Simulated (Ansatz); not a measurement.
# Work function change by surface alloys on Al, Cu, Ag and Au: LDA thin slabs screened for a visible-light photocathode

The work function of fifteen hand-built surface alloys on aluminium, copper, silver and gold is calculated as the vacuum level outside the alloyed face less the Fermi level. The change ΔΦ is taken against the plain lower face of the same slab, so a negative value means that electrons leave the alloyed face more easily.

The design target is a metal photocathode driven by light of 2.5 eV. The fastest emitted electrons should have at least 0.2 eV to spare, which sets an upper limit of 2.3 eV on the work function of the alloyed face. No more than half of the top layer may be replaced. These limits are chosen for the exercise. The quantity to screen is therefore Φ upper, while ΔΦ shows what the added element contributes.

## Systems and settings

Ansatz 0.2.0, plane-wave Kohn-Sham DFT with its default PAW datasets at cutoffs of 420 eV, LDA. Thin slabs at the tabulated measured lattice constant are built by hand with 17 to 18 Å of vacuum; the upper layers are relaxed (forces under 0.015 eV/Å) and the lower ones held. A single point with k-spacing 0.09 to 0.12 Å⁻¹ (2π included), Fermi-Dirac smearing of 0.05 eV and a dipole correction gives both vacuum levels. Spin-polarised where magnetic elements are present, no spin-orbit coupling.

Notes on method and selection:

- The patterns are set by hand; most are hypothetical and need not be the stable ones.
- The change holds the relaxation of the upper face as well; changes under about 0.15 eV are within the error of slabs this thin.
- Runs in which the search for lower states was switched off are not listed.
- Work functions and vacuum levels are read from the electrostatic potential (Hartree and local ionic parts), which a warning of a rough exchange-correlation potential in thin density does not concern.
- Sites and patterns name the starting structure; atoms can leave their sites in the relaxation.
- Error sizes named in these notes are rules of thumb and were not measured on these runs.
- The default PAW datasets of this version of Ansatz are the set soft_2.
- Runs that did not converge, have known faults or may not be shown are not listed, and runs on Ansatz's PAW sets soft_1 and soft_2 are kept to separate tables.

Columns:

- ΔX: Pauling electronegativity of the added element less that of the substrate (tabulated).
- share: share of the top layer replaced.
- height (Å): height of the added atom over the highest substrate atom.
- Δ radius (Å): tabulated atomic radius of the added element less that of the substrate.
- Φ lower (eV): work function of the plain lower face, held at bulk places.
- ΔΦ (eV): work function of the upper face less that of the plain lower face of the same slab.
- Φ upper (eV): work function of the upper face.

## Data

| member | ΔX | share | height (Å) | Δ radius (Å) | Φ lower (eV) | ΔΦ (eV) | Φ upper (eV) |
| --- | --- | --- | --- | --- | --- | --- | --- |
| Ag(110)-(2x1)-K surface alloy | −1.11 | 0.50 | 1.15 | 0.60 | 4.47 | −2.427 | 2.04 |
| Cu(111)-(2x2)-Na surface alloy | −0.97 | 0.25 | 1.33 | 0.45 | 5.16 | −2.120 | 3.05 |
| Al(100)-p(2x2)-K surface alloy | −0.79 | 0.25 | 1.49 | 0.95 | 4.44 | −2.203 | 2.24 |
| Au(110)-(1x2)-Cu surface alloy | −0.64 | 0.50 | −0.20 | 0.00 | 5.35 | −0.201 | 5.14 |
| Au(110)-(3x1)-Ag surface alloy | −0.61 | 0.33 | 0.08 | 0.25 | 5.35 | −0.237 | 5.12 |
| Au(110)-(1x2)-Bi surface alloy | −0.52 | 0.50 | 0.34 | 0.25 | 5.40 | −1.049 | 4.35 |
| Au(111)-(2x2)-Sb surface alloy | −0.49 | 0.25 | 0.30 | 0.10 | 5.57 | −0.577 | 4.99 |
| Ag(110)-(3x1)-Mn surface alloy | −0.38 | 0.33 | −0.09 | −0.20 | 4.52 | −0.096 | 4.42 |
| Al(110)-(3x1)-Tl surface alloy | 0.01 | 0.33 | 0.62 | 0.65 | 4.14 | −0.065 | 4.08 |
| Cu(110)-(2x1)-Sn surface alloy | 0.06 | 0.50 | 0.43 | 0.10 | 4.75 | −0.075 | 4.68 |
| Ag(100)-(2x1)-Bi surface alloy | 0.09 | 0.50 | 0.47 | 0.00 | 4.61 | −0.444 | 4.17 |
| Ag(110)-(2x1)-Sb surface alloy | 0.12 | 0.50 | 0.10 | −0.15 | 4.57 | 0.065 | 4.64 |
| Al(100)-c(2x2)-Cu surface alloy | 0.29 | 0.50 | −0.46 | 0.10 | 4.52 | 0.060 | 4.58 |
| Al(110)-(2x1)-Sn surface alloy | 0.35 | 0.50 | 0.37 | 0.20 | 4.20 | 0.030 | 4.23 |
| Cu(100)-c(2x2)-Au surface alloy | 0.64 | 0.50 | 0.14 | 0.00 | 4.96 | 0.329 | 5.29 |

Least-squares fits to the whole series, with x = ΔX; R² and errors in the fitted variable (y, or ln y where the fit is in ln y):

| y | members | fit | R² | rms residual | leave-one-out rms | the same for the mean of the others |
| --- | --- | --- | --- | --- | --- | --- |
| ΔΦ (eV) | 15 | y = −0.2260 + 1.423 x | 0.66 | 0.51 | 0.59 | 0.95 |
| Φ upper (eV) | 15 | y = 4.493 + 1.108 x | 0.34 | 0.79 | 0.92 | 1.0 |

## Reading the trend

In all eight rows with negative ΔX, where the added element is less electronegative than the substrate, the computed change is negative, though for manganese in silver it is within the slab error. The fit gives 1.423 eV per unit of Pauling electronegativity. Its leave-one-out error of 0.59 eV is clearly below the 0.95 eV of the mean, but still allows only a coarse estimate.

The line mainly joins two groups. The three alkali rows lie between −2.427 and −2.120 eV, and the other twelve between −1.049 and +0.329 eV. From potassium in aluminium to copper in gold, ΔX rises by only 0.15 while ΔΦ rises by 2.203 − 0.201 = 2.002 eV. That is 2.002 / 0.15 = 13 eV per unit, about nine times the fitted slope.

The usual mechanism is a surface dipole, ΔΦ = −e N μ / ε₀, with N the number of added atoms per area and μ the dipole of each, counted positive when its positive end points outward. An alkali atom gives up part of its outer s charge to the metal and stays outside as the positive end. The dipole grows with the charge moved and with its distance from the metal, and the alkali atoms also stand highest, at 1.15 to 1.49 Å.

The gold rows suggest that height matters beside electronegativity. Copper and silver, at −0.20 and 0.08 Å, lower the work function by 0.201 and 0.237 eV. Antimony and bismuth, at 0.30 and 0.34 Å, lower it by 0.577 and 1.049 eV, although their ΔX is less negative. The type of element and the pattern change as well, so height need not be the whole cause.

For Φ upper the fit does hardly better than the mean (0.92 against 1.0 eV). Gold combines a high work function of its own with negative ΔX, which works against the trend.

## Exceptions

Largest departures from the fit to the whole series:

| member | ΔΦ (eV) | fit | computed − fit | in rms residuals |
| --- | --- | --- | --- | --- |
| Au(110)-(1x2)-Cu surface alloy | −0.201 | −1.137 | +0.936 | 1.8 |
| Au(110)-(3x1)-Ag surface alloy | −0.237 | −1.094 | +0.857 | 1.7 |
| Al(100)-p(2x2)-K surface alloy | −2.203 | −1.350 | −0.853 | 1.7 |
| Ag(110)-(3x1)-Mn surface alloy | −0.096 | −0.767 | +0.671 | 1.3 |

The largest departure from the fit is 1.8 rms residuals, which is not exceptional for so loose a line. Copper and silver in gold and manganese in silver lower the work function less than fitted. All three lie nearly level with the substrate atoms or below them, which would shorten the dipole. Potassium in aluminium stands highest of all and departs the other way.

The levels for copper in gold, tin in copper, tin in aluminium and gold in copper carry a warning that they were not confirmed, but the preceding relaxations, on coarser meshes and without that warning, give nearly the same changes. Clean gold (110) is known to form missing rows, so the plain face used here is an idealised reference. For manganese only parallel moments between the manganese atoms were possible.

Bismuth in silver (100) contradicts the electronegativity argument in sign: ΔX is +0.09, yet ΔΦ is −0.444 eV, well beyond the slab error. Its raised position may contribute, but tin in copper stands almost as high and shows no resolved change.

## Meeting the brief

All fifteen rows meet the limit on the share replaced. Only two meet the limit of 2.3 eV on Φ upper: potassium in silver (110) at 2.04 eV and potassium in aluminium (100) at 2.24 eV. Sodium in copper (111) misses by 3.05 − 2.3 = 0.75 eV, and every other row lies above 4 eV.

The longest wavelength that can release electrons is λ = hc / Φ, with hc = 1240 eV nm:

- potassium in silver: 1240 / 2.04 = 608 nm
- potassium in aluminium: 1240 / 2.24 = 554 nm
- sodium in copper: 1240 / 3.05 = 407 nm

The driving light has 1240 / 2.5 = 496 nm. The energy to spare is 2.5 − 2.04 = 0.46 eV for the silver alloy and 2.5 − 2.24 = 0.26 eV for the aluminium alloy.

The slab error is taken as 0.15 eV, the rule of thumb given for ΔΦ. The plain silver (110) face gives a partial check: it comes out between 4.47 and 4.57 eV in three different slabs. Raised by that error, the silver alloy reaches 2.04 + 0.15 = 2.19 eV and still passes, while the aluminium alloy reaches 2.24 + 0.15 = 2.39 eV and fails. LDA adds an error of its own, roughly 0.3 eV for clean metals and more often towards too high a value on noble metals. An error of that size in the unfavourable direction would put even the silver alloy at 2.04 + 0.3 = 2.34 eV, just outside the limit.

The pick is potassium in silver (110), because it has the larger margin, and the runner-up is potassium in aluminium (100). Their order is not firm: they differ by 2.24 − 2.04 = 0.20 eV, and two independent slab errors combine to 0.15 × √2 = 0.21 eV.

Stability could overturn the pick. Alkali atoms are known to drive noble-metal (110) faces into missing-row structures, which would destroy the pattern assumed here, whereas embedded alkali atoms are well established on some aluminium faces. If the silver pattern does not survive, the aluminium alloy takes its place, with little margin.

## Rules of thumb and their limits

Within these rows, with a quarter to a half of the top layer replaced, embedded alkali atoms lower the work function by more than 2 eV. Among the other elements electronegativity alone is an unreliable measure, and six of the twelve changes are too small to resolve.

No omitted effect is likely to exceed the full spread of 0.329 + 2.427 = 2.756 eV. Two can exceed the 0.20 eV between the leading candidates. Oxygen or water from residual gas can shift an alkali-covered face by roughly 1 eV, often downward at small oxygen doses and upward once the alkali is fully oxidised. A different site or density of the potassium atoms can shift it by some tenths of an eV in either direction.
